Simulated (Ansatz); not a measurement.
# Gate voltage and capacitance of a 1T-SiTe2 monolayer charged by one gate 6 Å away, in LDA

The usual rule of thumb treats a gated metallic layer as a capacitor plate lying at its outermost atoms. For a gate 6 Å away this gives the capacitance of the bare vacuum gap, 1.48 μF/cm². We test it on a 1T-SiTe2 monolayer with a brief of our own: induce at least 2×10¹³ carriers per cm², of either sign, with a gate voltage no more than 2 V from that of the neutral layer. If several rows qualify, the smallest voltage wins.

The calculation gives the gate voltage, measured against the layer's Fermi level and counted from the neutral layer, at seven carrier densities from −6 to +6×10¹³ cm⁻². Negative densities are holes. The brief is a sharp test, because the rule of thumb predicts that 2×10¹³ cm⁻² needs more than 2 V.

## How the numbers were made

Ansatz 0.2.0, plane-wave Kohn-Sham DFT with its default PAW datasets, LDA, Coulomb interaction cut off along the normal. The layer is relaxed neutral (cell and atoms), then held. One charged sheet stands 6 Å outside the outermost atoms of the upper face, behind a model barrier of 10 eV placed 1.5 Å nearer; the layer holds the opposite charge. Mesh 36×36×1, Fermi-Dirac smearing of 0.050 eV, spin-paired, no spin-orbit coupling. The voltage is read from the planar potential behind the sheet against the layer's Fermi level.

Notes on method and selection:

- A vacuum gap of 6 Å alone has a capacitance of 1.48 μF/cm².
- The capacitance is the series of the electrostatic and the quantum capacitance; at few carriers the latter depends on mesh and smearing.
- In the neutral layer the bands below and above the electron count overlap by 0.78 eV along the path.
- Densities at which electrons spill towards the barrier, and series whose voltage is not monotonic, are not listed.
- Runs in which the search for lower states was switched off are not listed.
- Work functions and vacuum levels are read from the electrostatic potential (Hartree and local ionic parts), which a warning of a rough exchange-correlation potential in thin density does not concern.
- The default PAW datasets of this version of Ansatz are the set soft_2.
- Runs that did not converge, have known faults or may not be shown are not listed, and runs on Ansatz's PAW sets soft_1 and soft_2 are kept to separate tables.

Columns:

- carrier density (10¹³ cm⁻²): electrons added per area, negative for holes.
- back work function (eV): work function of the face away from the gate.
- gate voltage (V): gate voltage less that of the neutral layer.
- capacitance (μF/cm²): differential capacitance e·Δn/ΔV from the previous row to this one.
- equivalent distance (Å): vacuum distance with that capacitance, ε₀/C.

## Results

```
member  carrier density (10¹³ cm⁻²)  back work function (eV)  gate voltage (V)  capacitance (μF/cm²)  equivalent distance (Å)
−6      −6.0                         5.037                    −5.180            –                     –
−2      −2.0                         5.004                    −1.709            1.846                 4.80
−0.5    −0.5                         4.992                    −0.426            1.872                 4.73
+0      0.0                          4.989                    0.000             1.883                 4.70
+0.5    0.5                          4.985                    0.424             1.888                 4.69
+2      2.0                          4.973                    1.688             1.901                 4.66
+6      6.0                          4.942                    4.988             1.942                 4.56
```

Least-squares fits to the whole series, with x = carrier density (10¹³ cm⁻²); R² and errors in the fitted variable (y, or ln y where the fit is in ln y):

```
y                     members  fit                      R²    rms residual  leave-one-out rms  the same for the mean of the others
gate voltage (V)      7        y = −0.03071 + 0.8475 x  1.00  0.042         0.089              3.4
capacitance (μF/cm²)  6        y = 1.8773 + 0.011377 x  0.97  0.0049        0.011              0.035
```

## Reading the trend

The voltage rises almost in proportion to the carrier density, but less steeply on the electron side. Between −6 and −2 the slope is (5.180 − 1.709) / 4.0 = 0.868 V per 10¹³ cm⁻²; between +2 and +6 it is (4.988 − 1.688) / 4.0 = 0.825. The differential capacitance accordingly grows from 1.846 to 1.942 μF/cm², which is from 1.846 / 1.48 = 1.25 to 1.942 / 1.48 = 1.31 times that of the vacuum gap.

The excess arises because the induced charge does not sit on the outer tellurium nuclei. It gathers in the electron tail on the gate side, so the effective gap is shorter than 6 Å. For a density n,

|V| = e|n|d/ε₀ + |ΔΦ|,

where d is the distance from the gate to the centre of the induced charge and ΔΦ is the change in back work function from the neutral layer, expressed in volts. Its size is 4.989 − 4.942 = 0.047 at +6 and 5.037 − 4.989 = 0.048 at −6. With e = 1.602×10⁻¹⁹ C and ε₀ = 8.854×10⁻¹² F/m, e/ε₀ is 0.1809 V/Å per 10¹³ cm⁻². At +6, d = (4.988 − 0.047) / (0.1809 × 6.0) = 4.55 Å; at −6, d = (5.180 − 0.048) / (0.1809 × 6.0) = 4.73 Å. The charge is thus centred 6 − 4.55 = 1.45 Å outside the outer atoms for electrons and 6 − 4.73 = 1.27 Å for holes. Added electrons are drawn out towards the positive gate, while removing electrons makes the tail recede.

The Fermi level moves little against the vacuum behind the layer: ΔΦ is about 1% of the voltage at both ends. This fits a layer whose bands overlap by 0.78 eV and which therefore has states ready to take either carrier. ΔΦ also changes at a nearly steady rate, so it does not cause the rise in capacitance.

## Residuals

Largest departures from the fit to the whole series:

```
member  gate voltage (V)  fit     computed − fit  in rms residuals
+6      4.988             5.054   −0.066          1.6
−6      −5.180            −5.116  −0.064          1.5
+0.5    0.424             0.393   +0.031          0.7
+0      0.000             −0.031  +0.031          0.7
```

The largest departures from the straight-line fit are at the two ends, −0.066 V at +6 and −0.064 V at −6. They share a sign because the true dependence is slightly curved; neither row is faulty. The line also misses the neutral layer by 0.031 V, where the voltage is zero by definition.

A curve through zero and the two end rows, V = a n − b n² with n in 10¹³ cm⁻², has a = (4.988 + 5.180) / 12 = 0.8473 and b = (5.180 − 4.988) / 72 = 0.00267. It meets the other four charged rows within about 0.004 V. The mean of the other rows misses by 3.4 V.

The end rows deserve the most caution as device values, since the forces on the fixed atoms are largest there. Further runs at +0.5 exist but are not listed, so the repeatability of that row is not shown. The steady rise of voltage was itself a condition for listing the series.

## Selection

We screen the rows on density first. The neutral layer and the rows at ±0.5 carry too little charge. The rows at ±6 carry enough but need about 5 V. That leaves +2 at 1.688 V and −2 at 1.709 V.

In device units, the charge per area at either density is

σ = e|n| = 1.602 × 2.0 = 3.20 μC/cm², since 10¹³ electrons carry 1.602 μC.

With the bare-gap capacitance the voltage would be 3.20 / 1.48 = 2.16 V, and both rows would have been rejected. The calculated average capacitance from the neutral layer is 3.20 / 1.688 = 1.90 μF/cm² for electrons and 3.20 / 1.709 = 1.87 μF/cm² for holes.

The field in the gap is 0.1809 × 2.0 = 0.362 V/Å. This converts an error in the position of the induced charge into volts. We allow LDA roughly 0.1 Å for that position, which is about 0.04 V. The margins to the limit are 2 − 1.688 = 0.312 V and 2 − 1.709 = 0.291 V, so the charge would have to lie 0.8 Å or more further from the gate before either row failed. An error in the neutral work function largely cancels, because the voltage is counted from the neutral layer.

Our pick is +2, with −2 as runner-up. The two differ by only 0.021 V, less than the LDA allowance, although an error that moves both charge centres alike would keep their order. Letting the atoms relax would lower both voltages, and by similar amounts as long as the response is linear in the charge. A circuit that needs holes can take −2 at almost no cost.

The field is the more serious threat to the pick. It equals 36 MV/cm, whereas good solid insulators break down at roughly 10 MV/cm. A solid gate insulator would have to reduce the field severalfold by its own polarisation; otherwise neither row is usable, and an electrolyte gate would be the more natural choice.

## Conclusions

From −6 to +6×10¹³ cm⁻², this layer charges like a metal plate whose surface lies about 1.2 to 1.4 Å outside its outer atoms, which is 6 Å less the equivalent distance. Placing the plate at the nuclei underestimates the capacitance by a fifth to a quarter at this small gap. The same shift would matter little at a gap of several nanometres.

The capacitance varies by only about 5% over the table, and two features of real gates outweigh that. An insulator with a relative permittivity of about 4 in place of the vacuum would raise the capacitance by up to about fourfold, and by less if it does not fill the whole effective gap. Widening the gap from 6 Å to about 6 nm would lower it by somewhat more than tenfold.

[Logs are printed without paths, hosts, clocks, repeated set-up lines and the standing remarks that a program may print on its own settings, such as how far it seeks lower states.]
